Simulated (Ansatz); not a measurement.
**A family of molecules: the HOMO–LUMO gap**

One atom is swapped for its congeners: C2H6 (ethane) `CC`; SiH3(CH3) (methylsilane); GeH3(CH3); SnH3(CH3). All are singlets with charge 0.

Shapes, held fixed at every level: PBE0-D4/def2-TZVP. Programs: Ansatz 0.2.0. Values in eV.

| level | C2H6 | SiH3(CH3) | SnH3(CH3) |
| --- | --- | --- | --- |
| PBE-D4/def2-TZVPP | 8.77 | 7.82 | 6.79 |
| r2SCAN-D4/def2-TZVPP | 10.02 | 8.70 | 7.56 |
| B3LYP-D4/def2-TZVPP | 10.45 | 9.42 | 8.19 |
| BHLYP-D4/def2-TZVPP | 12.97 | 11.81 | 10.32 |
| wB97X-V/def2-TZVPP | 15.36 | 14.21 | 12.68 |
| wB97M-V/def2-TZVPP | 14.75 | 13.64 | 12.12 |

(1) Estimate the column for GeH3(CH3) from its neighbours.

## Answers

(1) The mean of the neighbours at wB97M-V/def2-TZVPP is 12.88 eV, against 13.54 from the run: the member lies nearer Si. All rows: PBE-D4/def2-TZVPP 7.79; r2SCAN-D4/def2-TZVPP 8.65; B3LYP-D4/def2-TZVPP 9.28; BHLYP-D4/def2-TZVPP 11.59; wB97X-V/def2-TZVPP 14.06; wB97M-V/def2-TZVPP 13.54 eV. At wB97M-V/def2-TZVPP the HOMO–LUMO gap falls at every step, from 14.75 to 12.12 eV. Every level shows the same order. For atoms past krypton def2 sets carry core potentials with scalar relativity. Relativity is left out for Ge unless named. Orbital gaps aren't excitation energies, and the LUMO depends on the basis.

The gap narrows down the group, but unevenly: at every level the drops from carbon to silicon and from germanium to tin are large, while silicon and germanium nearly coincide. At PBE the latter pair gives 7.82 and 7.79 eV. The overall fall fits the weaker overlap of larger, more diffuse valence orbitals with carbon and hydrogen, which reduces the splitting between σ and σ* levels. The plateau probably reflects the filled 3d shell of germanium, which screens the nuclear charge poorly and keeps the 4s and 4p orbitals compact and tightly bound. Germanium therefore resembles silicon in size and electronegativity, and averaging over its neighbours underestimates its gap. The choice of functional shifts the gaps far more than the step from silicon to germanium does, probably mainly through the differing share and range of exact exchange, so the ordering is better supported than any absolute value. The gaps alone don't show how much of the narrowing comes from a rising HOMO and how much from a falling LUMO.
